## The simple expectation

Along a path through the surface zone, a band should change its energy and its place in the slab smoothly. A level with a large weight on the outer planes should then be a surface state. The levels of this thin Al₂Pt slab seem to break the first rule, with leaps of more than 1 eV between neighbouring points. They also show why the second rule is unsafe.

Kohn–Sham levels of a relaxed nine-plane Al₂Pt(111) slab with Al on both faces, computed with Ansatz 0.2.0 using PBE and scalar-relativistic PAW, without spin polarisation. The plane-wave cutoff is 420 eV, the k mesh for the density 9×9×1 and the Gaussian smearing width 0.1 eV. Weights are Löwdin shares, averaged over levels within 1.5 meV.

```tsv
point label	point a (reciprocal cell vectors)	point b (reciprocal cell vectors)	level b1 from the Fermi level (eV)	outer orbital weight b1	level b2 from the Fermi level (eV)	outer orbital weight b2	level a1 from the Fermi level (eV)	outer orbital weight a1
M	0.5000	0.0000	-0.220	0.580	-0.520	0.500	0.380	0.640
between	0.4167	0.0000	-0.250	0.600	-0.340	0.500	0.400	0.620
between	0.3333	0.0000	-0.510	0.620	-0.670	0.280	0.140	0.500
between	0.2500	0.0000	-0.070	0.240	-0.330	0.340	0.750	0.660
between	0.1667	0.0000	-0.390	0.300	-1.700	0.580	0.120	0.480
between	0.0833	0.0000	-1.800	0.580	-3.060	0.820	0.440	0.620
G	0.0000	0.0000	-1.850	0.560	-3.260	0.860	0.470	0.660
between	0.0556	0.0556	-1.790	0.580	-3.010	0.820	0.420	0.600
between	0.1111	0.1111	-0.440	0.280	-0.490	0.400	0.400	0.460
between	0.1667	0.1667	-0.230	0.400	-0.640	0.660	0.310	0.520
between	0.2222	0.2222	-0.050	0.600	-0.570	0.320	0.770	0.580
between	0.2778	0.2778	-0.590	0.380	-1.460	0.280	0.470	0.520
K	0.3333	0.3333	-0.340	0.300	-2.160	0.310	0.630	0.440
between	0.3611	0.2778	-0.400	0.300	-1.740	0.360	0.500	0.480
between	0.3889	0.2222	-0.540	0.340	-1.230	0.380	0.320	0.500
between	0.4167	0.1667	-0.690	0.400	-0.700	0.360	0.150	0.520
between	0.4444	0.1111	-0.210	0.400	-0.770	0.460	0.010	0.500
between	0.4722	0.0556	-0.170	0.560	-0.640	0.500	0.240	0.320
```

The levels come from density-functional theory without spin-orbit coupling. The slab is relaxed but keeps the 1×1 surface cell, so any reconstruction of the real surface is left out. G is the centre of the surface zone, M the middle of its edge and K its corner; points a and b are coordinates along the reciprocal cell vectors. Level b1 is the first below the Fermi level, b2 the second below, and a1 the first above. The outer orbital weight is the share of a level on the atomic orbitals of the two outermost planes of both faces together. Any part that spills into the vacuum, or into atomic shells that the datasets lack, is not counted, so such levels get too low a weight. The run also warned that the exchange-correlation potential is rough where the density is thin; the effect on the levels is untested.

## A rank is not a band

The names b1, b2 and a1 state positions in a queue that starts at the Fermi level. When a band sinks through that level, it becomes the new b1 and pushes the old b1 back to b2. Nothing sudden has happened to either band. Only the queue has changed.

The path from G towards M shows this. At the first step b1 rises by only 0.05 eV, but at the second it leaps by 1.41 eV. The old level is still there as b2, just 0.10 eV higher than before and with the same outer weight of 0.58. The new b1 has a weight of only 0.30, so it is a different state.

Towards K, b1 makes a similar leap, but neither occupied level in the table resembles the old one. Probably two bands have come down there and pushed it beyond b2. This is an inference from the gentle rise of b1 near G in both directions.

The same exchange probably explains two other irregular rows. Halfway from G to M, and two thirds of the way from G to K, b1 lies within 0.1 eV of the Fermi level, while a1 reaches its two highest values, 0.75 and 0.77 eV. A band that has just slipped below the Fermi level would do this: it becomes b1, and the next band up, much higher, becomes a1. The weights fit this towards K, where 0.52 would change to 0.60. Towards M they fit badly, since 0.48 would change to 0.24. There more than one band has moved. Between this row and the one before it, at two ninths of a reciprocal vector, the k mesh of the same run has levels at −1.11, −0.47 and 0.14 eV. The old b1 sinks steeply, and three further bands drop below the Fermi level between the two rows. The new b1 thus comes from above, but it need not be the old a1, so their weights need not match. Mixing is also possible. Since these b1 levels lie within the smearing width, a small shift of the Fermi level could reverse the ranks.

## Two bands hidden in a flat line

Between K and M the exchange is easiest to follow. One path starts as a1 at K and sinks by 0.13 to 0.18 eV per step, ending as b1 just before M. Another starts as b2 and climbs by 0.42 to 0.53 eV per step, becoming b1 and then a1. Each keeps a fairly steady outer weight.

In the step to the last point before M, the two paths pass the Fermi level in opposite directions. Level b1 alone looks almost flat there, moving from −0.21 to −0.17 eV. Its weight, however, jumps from 0.40 to 0.56, because one band has replaced another. The connection rests on steady energies and weights; spin-orbit coupling could turn such a crossing into an avoided one.

Bands can run in opposite directions because bonding within a plane depends on the phase between neighbouring cells. At G all cells are in phase. This favours bonding between s orbitals, whose band rises away from G, but makes p orbitals that point at each other antibonding, so their band sinks. This example describes the way out from G. Between K and M the phases change differently, so it does not assign the two paths, and which orbitals form them is untested.

## What counts as a high weight

A weight needs a yardstick. The outer planes hold four of the nine atoms, but two of the three Pt atoms. A level spread evenly over Pt alone therefore scores 0.67 without favouring the surface. Averaged over all occupied valence electrons, the outer share is 0.54, so values of 0.5 to 0.66 are not by themselves a sign of a surface state.

Only b2 at G and at its two neighbours exceeds the Pt yardstick, with weights of 0.82 to 0.86. These levels are concentrated towards the outside. Whether they are bound to the surface is a separate question.

## A chain of three trilayers

The slab consists of three Al–Pt–Al trilayers. Treat each as one site with one orbital, make the sites equal, and let neighbours couple. The standing waves have amplitudes

$$c_j \propto \sin\left(\frac{m j\pi}{4}\right),\qquad j=1,2,3,$$

where $j$ numbers the trilayers and $m=1,2,3$ the waves. For $m=2$ the amplitudes are $1,0,-1$, so the share of the outer two trilayers is

$$\frac{1^2+(-1)^2}{1^2+0^2+(-1)^2}=1.$$

For $m=1$ and $m=3$ the squares are in the ratio $1:2:1$, and that share is one half.

The two outermost planes of each face leave out the inner Al plane of the outer trilayer. If the middle wave is spread evenly over atoms, its outer weight is thus two thirds; if it sits on Pt alone, it is one. The value of 0.86 for b2 at G falls between. No constant was fitted, and this wide range makes the agreement a test of plausibility only.

Now make the outer sites different from the central one, as at a real surface, where the outermost Al atoms have lost a Pt neighbour. The middle wave keeps its shape, because symmetry holds its node in the centre. In this model its share on the outer two trilayers is therefore the same with or without a surface potential. A weight of 0.86 is thus compatible with an ordinary standing wave as well as with a surface state.

The model does not identify levels such as a1 at G. Its weight of 0.66 equals, within rounding, the two thirds of a middle wave spread evenly over atoms. Unequal trilayers or mixed orbitals could also raise the weight of another wave that far, so the weight alone cannot tell which wave it is.

## The limit of a thick slab

A thicker slab of the same face would separate the two explanations. An ordinary standing wave spreads over more trilayers, so its outer weight falls towards zero. A surface state keeps its weight, and its even and odd combinations on the two faces approach the same energy. A resonance stays enhanced at the surface but mixes with bulk waves of the same energy.

The 2.32 eV separation of b1 and a1 at G can also look more important than it is. Bands cross the Fermi level elsewhere in the zone, so the film is a metal. In a thin contact layer these crossings provide the carriers, whatever the separation at G.

The printed analysis below gives the steps along both paths and the yardsticks for the weights.

Numerical output:

```
separation of a1 and b1 at G, eV: 2.32
largest separation of a1 and b1 away from G and its two neighbours, eV: 1.06
rise of b1 from G to the first point towards M, eV: 0.05
jump of b1 to the second point towards M, eV: 1.41
b2 at the second point less b1 at the first point towards M, eV: 0.1
rise of b1 from G to the first point towards K, eV: 0.06
jump of b1 to the second point towards K, eV: 1.35
b2 at the second point less b1 at the first point towards K, eV: 1.3
sinking path, total change from K to the last point before M, eV: -0.8
sinking path, smallest drop per step, eV: 0.13
sinking path, largest drop per step, eV: 0.18
rising path, total change from K to the last point before M, eV: 2.4
rising path, smallest rise per step, eV: 0.42
rising path, largest rise per step, eV: 0.53
smallest spacing of b1 and b2 in any row, eV: 0.01
number of listed levels within 0.1 eV of the Fermi level: 3
outer share if spread evenly over all atoms: 0.4444
outer share if spread evenly over Pt only: 0.6667
outer share if spread evenly over Al only: 0.3333
mean outer share of the occupied valence electrons: 0.538
three-trilayer chain, share of the outer two trilayers in the lowest and highest waves: 0.5
three-trilayer chain, share of the outer two trilayers in the middle wave: 1
```
